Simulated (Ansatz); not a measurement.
## Electron–phonon coupling and T_c of ZrB (computed with Ansatz 0.2.0)

Space group Fm-3m (No. 225), 2 atoms in the cell of the first input below: a = 3.439 Å, b = 3.439 Å, c = 3.439 Å, α = 60.00°, β = 60.00°, γ = 60.00°.

The cell was built from a prototype of a structure type listed for this compound, relaxed without spin–orbit coupling to zero pressure (pressure -0.1 GPa with this functional, without spin–orbit coupling). Functional: PBEsol.

Input:

```yaml
crystal:
  lattice:
    - [0.0, 2.4318951324, 2.4318951324]
    - [2.4318951324, 0.0, 2.4318951324]
    - [2.4318951324, 2.4318951324, 0.0]
  atoms:
    - { symbol: Zr, position: [0.5, 0.5, 0.5] }
    - { symbol: B, position: [0.0, 0.0, 0.0] }
basis:
  ecutwfc: 420
  ecutrho_ratio: 4
kpoints:
  mp_grid: { grid: [12, 12, 12] }
hamiltonian:
  xc: pbesol
scf:
  occupations: { method: methfessel_paxton, width: 0.2 }
output: {}
phonons:
  supercell: [2, 2, 2]
  qpath:
    path:
      - [[0.0, 0.0, 0.0], [0.5, 0.0, 0.5], [0.625, 0.25, 0.625]]
      - [[0.375, 0.375, 0.75], [0.0, 0.0, 0.0], [0.5, 0.5, 0.5], [0.5, 0.25, 0.75], [0.5, 0.0, 0.5]]
    npoints: 6
  electrical_resistivity: { mesh: [24, 24, 24], temperatures: [50, 100, 200, 300, 500] }
  superconductivity: { mesh: [24, 24, 24], eliashberg_equations: false }
```

```bash
ansatz run input.yaml --threads 8 --pin off --max-ram 15360MiB --backend cpu --events-out ev --progress --plain --runs-dir out
```

Time: 28 s on 8 threads of Intel(R) Xeon(R) 6975P-C (Granite Rapids), on a shared host, peak memory 1.8 GiB.

On the finest mesh λ = 0.4250, ω_log = 34.559 meV, N(E_F) = 0.571 states per eV, spin and cell. λ by mesh: 24×24×24 0.425, 12×12×12 0.418, 6×6×6 0.436.

Problem. What T_c does McMillan's formula in the Allen–Dynes form give for μ* = 0.10?

Solution. T_c = (ω_log/1.2) exp[−1.04(1+λ)/(λ − μ*(1+0.62λ))] = (401.04 K/1.2) × exp(−1.4820/0.2986) = 2.34 K. By mesh, finest first, the same formula gives 2.34, 2.12, 2.61 K.

| μ* | McMillan (K) | Allen–Dynes with strong-coupling factors (K) |
| --- | --- | --- |
| 0.08 | 3.44 | 3.51 |
| 0.10 | 2.34 | 2.38 |
| 0.12 | 1.48 | 1.50 |
| 0.13 | 1.14 | 1.15 |
| 0.14 | 0.85 | 0.86 |
| 0.16 | 0.43 | 0.44 |
| 0.20 | 0.06 | 0.06 |

Caveats: small supercell, couplings not converged in it; with so small a supercell and a typed μ*, T_c can miss a measured one by a factor of two or more.

The numbers describe a weak-coupling, phonon-mediated superconductor. With λ = 0.4250, the attraction only modestly exceeds the Coulomb repulsion, so their difference in the exponent is small and T_c responds steeply to μ*: McMillan's value falls from 3.44 K at μ* = 0.08 to 0.06 K at 0.20. The strong-coupling factors barely matter, as expected at this λ. The same exponential amplifies the small, non-monotonic changes of λ with mesh into a visible spread in T_c.

Rock-salt ZrB has one valence electron fewer than ZrC, whose Fermi level lies near a pseudogap between bonding and antibonding p–d states. The missing electron probably leaves holes in the bonding states, which would provide carriers that couple to Zr–B bond stretching. Light boron probably helps keep ω_log high, but this raises only the prefactor and can't offset a modest λ. The results support weak coupling within this structure, but don't show whether the monoboride is stable against decomposition into zirconium and its well-known diboride.
